Working notes: reading a quantum-well electron gas off its density matrix

The file holds one cut of a density matrix from an effective-mass Kohn–Sham run for a clean GaAs quantum well, with the input deck lost. It gives ρ(r) = ∫dz ρ(x, z; x + r, z), r in the plane. The numbers below were made for this exercise and carry scatter and rounding as such output would.

Sign changes, each ±0.2 nm:

m        1      2      3      4      5       6
r (nm)   27.8   51.3   74.0   97.2   119.8   143.0

Values, each ±1 %, in 10⁻⁵ nm⁻²:

r (nm)   0     37      61     85      108    131     154
ρ        301   −39.3   18.6   −11.3   7.52   −5.44   4.01

I take the bars as independent standard deviations. I want four things: the effective dimension d (one subband gives 2, a wide well with many subbands tends to 3, a laterally confined channel to 1), the Fermi wave vector kF, the number g of spin channels summed in the file, and whether the occupations were sharp.

1. Forward model

For plane waves filled up to kF, the one-spin matrix at T = 0 is the Fourier transform of the filled ball:

ρ_d(r) = ∫ d^d k/(2π)^d exp(ik·r), over |k| < kF.

In 1D the integral is immediate. In 2D the angular average of exp(ik·r) is J0(kr), and d[x J1(x)]/dx = x J0(x) does the radial part. In 3D the average is the spherical Bessel function j0(kr), and d[x² j1(x)]/dx = x² j0(x). So

ρ_1 = sin(kF r)/(π r)
ρ_2 = kF J1(kF r)/(2π r)
ρ_3 = kF² j1(kF r)/(2π² r)

or in one line ρ_d = (kF/2πr)^(d/2) J_(d/2)(kF r). With J_ν(x) ≈ √(2/πx) cos(x − νπ/2 − π/4) at large x,

ρ_d ≈ (kF/2πr)^(d/2) √(2/(π kF r)) cos(kF r − (d+1)π/4).

The envelope falls as r^(−(d+1)/2). The jump in occupation along the direction of r gives 1/r, and each of the d − 1 curved transverse directions of the Fermi surface adds r^(−1/2) and a phase −π/4. Hence d is written into the data twice: in the exponent, and in the nodes, kF r_m ≈ [m + (d−1)/4]π. For a well with one occupied subband φ(z), the full matrix is φ(z)φ(z′) g ρ_2(r), and the z integral leaves g ρ_2(r), with ρ_2(0) = kF²/4π.

The mass appears nowhere. At T = 0 only the shape of the occupied region counts, so sharp-occupation data cannot give a mass or a Fermi energy.

2. Dimension and kF from the nodes

First try: a straight line r_m = b + s m. Least squares gives s = 22.99 nm, b = 5.05 nm, and d = 1 + 4b/s = 1.88 ± 0.03. That lies several bars from any integer, and the fault is in my formula: the first nodes are not asymptotic. The zeros of J1 are 3.8317, 7.0156, 10.1735, 13.3237, 16.4706, 19.6159, below (m + 1/4)π by about 3/(8x). The same straight line through these six exact zeros returns an apparent d of 1.88, and through the first six zeros of j1 it returns 2.71. The shortcut kF = π/s = 0.1366 nm⁻¹ is biased for the same reason.

So I fit r_m = z_m/kF with the exact zeros z_m of each candidate. The fit is linear in a = 1/kF, with a = Σz r/Σz² and σ(a) = σ_r/√(Σz²).

d    kF (nm⁻¹)   first node (nm)   χ² (5 degrees of freedom)
1    0.1301      24.2              740
2    0.1373      27.9              3.2
3    0.1445      31.1              554

Only d = 2 survives. There a = 7.285 nm and √(Σz²) = 31.64, so the relative bar is 0.09 % and

kF = 0.13726 ± 0.00012 nm⁻¹, λF = 2π/kF = 45.8 nm.

The shortcut was 0.5 % low, several times this bar. The far nodes carry most of the weight in kF, and the near ones decide d. A miscount of m by one would shift the apparent d by 4, so the numbering is not in doubt.

3. Spin sum and sheet density

g = 4π ρ(0)/kF² = 2.01 ± 0.02, so the file is spin-summed. With g fixed at 2,

n = kF²/2π = (2.999 ± 0.005) × 10¹¹ cm⁻².

The relative bar doubles on squaring, to 0.17 %, still well below the 1 % of the diagonal entry itself. The ratio of ρ(0) to kF²/2π is 1.004 ± 0.010. Electrons in a second subband would add to ρ(0), so they can amount to no more than a per cent or two of n.

4. The envelope

The local exponent p = −Δln|ρ|/Δln r should approach 3/2. From the pair at 37 and 61 nm I get 1.50 ± 0.03, from the pair at 131 and 154 nm 1.89 ± 0.09. The T = 0 formula gives 1.44 and 1.50 for the same pairs. One power law from 37 to 154 nm has p = 1.60, and d = 2p − 1 = 2.2 would be the wrong reading. An exponent that keeps rising signals a second length. Dividing by the sharp-surface model 2ρ_2(r) with the kF above:

r (nm)   37       61      85       108     131     154
model    −39.60   19.32   −11.98   8.37    −6.27   4.92
ratio    0.992    0.963   0.943    0.899   0.868   0.815

The sampled r lie near extrema of J1(x)/x, so the ratios depend on kF mainly through the prefactor n. The deficit grows roughly as r², which is what a symmetric blur of the Fermi surface does.

Fermi–Dirac occupation is a superposition of sharp seas: ρ_T(r) = ∫dε (−∂f/∂ε) ρ_2(r; k(ε)). Put u = (ε − μ)/kBT, so that the weight is 1/(4 cosh²(u/2)), and linearise k = kF + u kBT/ħvF, with kF now defined by μ. The Fourier transform of the weight at frequency s is πs/sinh(πs), so

ρ_T(r) ≈ ρ_2(r) G(r/ℓ), G(X) = X/sinh X, ℓ = ħvF/(π kBT).

For r ≪ ℓ the algebraic law stands, and for r ≫ ℓ it gives way to exp(−r/ℓ).

I must check that this does not undo section 2. For a parabolic band dk/dε = m/ħ²k, so dρ_2/dε = m J0(kr)/(2πħ²) and d²ρ_2/dε² = −ρ_2 r²/(ħv)². The T² Sommerfeld term (π²/6)(kBT)² d²ρ_2/dε² is therefore −(X²/6) ρ_2 at every r. It matches the expansion of G and vanishes at the nodes, which first move at order T⁴. The constant 2D density of states also keeps ρ(0) at g kF²/4π up to terms of order exp(−μ/kBT).

Minimising Σ[ln(ratio) − ln G(r/ℓ)]²/(0.01)² gives ℓ = 137 nm with χ² = 1.4 for 5 degrees of freedom. For the bar, the sensitivity is D = d ln G/d ln X = 1 − X coth X, from −0.024 at 37 nm to −0.390 at 154 nm. ΣD² = 0.295, so the amplitude scatter gives 0.01/√(ΣD²) = 1.8 %. An error in the prefactor n moves all ratios together and is amplified by |ΣD|/ΣD² = 3.7, which turns 0.17 % into 0.6 %. Together this is 2 %:

ℓ = 137 ± 3 nm.

For a parabolic band kBT/EF = 2/(π kF ℓ) = 0.034, with no mass needed. Doing the ε integral numerically at this value, I find the last node shifted inward by 0.03 nm, against a bar of 0.2 nm, and ρ_2 G right to better than 0.2 % at 154 nm. Neither neglect matters here.

5. What is unique and what is not

Mass and temperature. With vF = ħkF/m, the length ℓ fixes only the product m kBT = ħ² kF/(π ℓ):

(m/mₑ) kBT = 0.0243 meV, or (m/mₑ) T = 0.282 ± 0.006 K.

To split it I need a mass from outside. With the compiled Γ-valley value 0.067 mₑ (Vurgaftman 2001), ħvF = 156 meV nm, vF = 2.37 × 10⁵ m/s, EF = 10.7 meV, and

kBT = 0.363 ± 0.007 meV, T = 4.2 ± 0.1 K.

These hold if the run used that parabolic mass. If it used a non-parabolic band, ħ²k²/2m = E(1 + αE), the velocity mass is m(1 + 2αE). The two-band estimate α ≈ (1 − m/mₑ)²/Eg, with the compiled gap 1.519 eV (Vurgaftman 2001), is 0.57 eV⁻¹. The mass then rises by 1.2 % at E = EF, and by 3.5 % if an assumed 20 meV of confinement energy is added. T falls by about the same fraction, which rivals the 2 % bar.

Temperature against spin splitting. Two sharp seas with radii kF ± Δ give, in the tail, the factor cos(Δ r) = 1 − Δ²r²/2 + …, to be compared with G = 1 − r²/6ℓ² + …. The two agree at order r² for Δ = 1/(√3 ℓ). Fitting cos(Δ r) to the same six ratios gives Δ = 0.0040 nm⁻¹ and χ² = 1.7, as good as the thermal fit for practical purposes. That is a polarisation (n↑ − n↓)/n = 2kFΔ/(kF² + Δ²) of about 6 % at T = 0. These data therefore fix the second moment of the spread in Fermi wave vector along the cut, and not its cause. The thermal reading rests on the run being unpolarised and isotropic, and without that assumption 4.2 K is an upper bound. A longer cut would settle it: cos(Δ r) passes through zero near 0.39 μm, where G is still 0.33. A non-Fermi smearing function would likewise change G at order r⁴ and the conversion from ℓ to an energy width.

Interactions. With the compiled static dielectric constant 12.87 (Rakita 2019), the effective Bohr radius is 10.2 nm and rs = √2/(kF a*) = 1.0. A local Kohn–Sham potential in a laterally uniform well leaves the in-plane states plane waves, so the formulas above apply to this file as they stand. The interacting one-body matrix keeps the same kF and the same power law, with the tail scaled by the jump in momentum occupation, which is below one.

In summary, d, g, kF and n are fixed firmly; ℓ is fixed to 2 % given the Fermi function; and T needs a mass and an unpolarised gas.

6. What this costs a truncated density-matrix method

At T = 0 idempotency gives ∫|ρ_2|² d²r = ρ_2(0). The share of this weight beyond a cut-off Rc is

W(Rc) = ∫ 2 J1²(x)/x dx from kF Rc to ∞ = J0²(kF Rc) + J1²(kF Rc) ≈ 2/(π kF Rc).

It falls only as 1/Rc. With smearing, averaging J1² to 1/(πx) and multiplying by G², again relative to ρ_2(0),

W(Rc) ≈ [2/(π kF ℓ)] [coth(Rc/ℓ) − 1],

which returns 2/(π kF Rc) for Rc ≪ ℓ. The averaging drops an oscillating term worth a few nm in Rc, so I keep two figures. The disc holds N = nπRc² = (kF Rc)²/2 electrons, and the number of stored elements per row scales with it.

W        Rc, T = 0   N           Rc, ℓ = 137 nm   N
10⁻²     0.46 μm     2.0 × 10³   0.14 μm          1.9 × 10²
10⁻³     4.6 μm      2.0 × 10⁵   0.29 μm          7.9 × 10²

With a sharp Fermi surface each further decade in W costs a factor 10 in Rc and 100 in storage per row, so linear scaling pays only in cells far wider than a few μm at the tighter tolerance. With smearing a decade eventually costs an added (ℓ/2) ln 10 = 0.16 μm.

These radii belong to the clean effective-mass model. In a real well, disorder damps the ensemble-averaged matrix by a further exp(−r/2vFτq). For a typical quantum lifetime τq of about 2 ps, vFτq = 0.47 μm and the factor at 154 nm is 0.85, as large an effect as the thermal one, so the same inversion on such an average would overstate T unless this term were fitted too. That damping comes from averaging phases, and it does not by itself shrink |ρ|² in a single disordered cell, which is the quantity a cut-off has to respect.